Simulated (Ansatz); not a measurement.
# LaAg: the change of pressure and energy less free atoms with volume scale

Results calculated with Ansatz 0.2.0, not measured. Periodic Kohn-Sham DFT of a crystal at fixed atoms, scaled to volume_scale times the given cell; pressure positive in compression, energy less spherical unpolarised free atoms, largest_vzz the field gradient of largest size among the nuclei.

The cell before it is scaled or strained (space group Pm-3m, No. 221):
```
LaAg
1.0
      3.7600     0.0000     0.0000
      0.0000     3.7600     0.0000
      0.0000     0.0000     3.7600
La Ag
1 1
Direct
  0.50000 0.50000 0.50000
  0.00000 0.00000 0.00000
```

Settings of every row: method all-electron LAPW; functional PBEsol; relativity scalar; k mesh 9x9x9; filling fermi-dirac; smearing width 0.08 eV; basis error target 0.25 meV/atom; nucleus gaussian.

Atom start moment: 0 on all atoms.

Limits: no spin-orbit coupling on heavy atoms.

```
row  volume scale  V (Å³/atom)  pressure (GPa)  energy less free atoms (eV/atom)
  1          0.94       24.984           3.771                           -4.5304
  2          0.96       25.516           2.279                           -4.5404
  3          0.98       26.047           0.933                           -4.5457
  4          0.99       26.313               ?                                 ?
  5             1       26.579           -0.28                           -4.5467
  6          1.01       26.844           -0.84                           -4.5458
  7          1.02        27.11          -1.372                           -4.5439
  8          1.04       27.642          -2.355                           -4.5377
  9          1.06       28.173           -3.24                           -4.5284
```

Question: what pressure and energy less free atoms should row 4 give?

Worked fit of pressure. Take u = (V_r/V)^(2/3) − 1 with V_r = 26.712 Å³ an atom, which is twice the finite (Eulerian) strain; such expansions in the strain, on which the Birch-Murnaghan equation of state is built, carry the rest volume and the bulk modulus. The shown rows have u = 0.04559, 0.03101, 0.01695, 0.00333, -0.00328, -0.00981, -0.02256, -0.03488. Least squares give pressure = −0.5649 + 84.629 × u + 229.19 × u² GPa; a straight line predicts inner rows, each left out in turn, worse (root mean square 0.12 against 0.0021 GPa). The rows lie off it by 0.001, -0.001, -0.002, 0.001, 0.000, 0.001, 0.002, -0.002. The pressure vanishes at u = 0.0066, or V = 26.45 Å³ an atom, and there the bulk modulus at fixed shape and fractions is B = −V dP/dV = (2/3)(1 + u) dP/du = 58.8 GPa. The withheld row has u = 0.01008, so the fit gives −0.5649 + 84.629 × (0.01008) + 229.19 × (0.01008)² = 0.311 GPa.

The calculation gave 0.312 GPa. The fit lies 0.001 GPa (0.014 % of the column's range) below it, one unit of the last digit.

Worked fit of energy less free atoms. Take u = (V_r/V)^(2/3) − 1 with V_r = 26.712 Å³ an atom, which is twice the finite (Eulerian) strain; such expansions in the strain, on which the Birch-Murnaghan equation of state is built, carry the rest volume and the bulk modulus. The shown rows have u = 0.04559, 0.03101, 0.01695, 0.00333, -0.00328, -0.00981, -0.02256, -0.03488. Least squares give energy less free atoms = −4.54636 − 0.1407 × u + 10.754 × u² eV/atom; a straight line predicts inner rows, each left out in turn, worse (root mean square 0.0055 against 3.8e-05 eV/atom). All shown rows lie on it to the printed digit. Its lowest point lies at u = 0.0065, or V = 26.45 Å³ an atom, and the curvature there gives the bulk modulus at fixed shape and fractions, B = (4/9)(1 + u)² E″(u)/V = 58.7 GPa. The withheld row has u = 0.01008, so the fit gives −4.54636 − 0.1407 × (0.01008) + 10.754 × (0.01008)² = -4.5467 eV/atom.

The calculation gave -4.5467 eV/atom. The fit meets it to the printed digit.
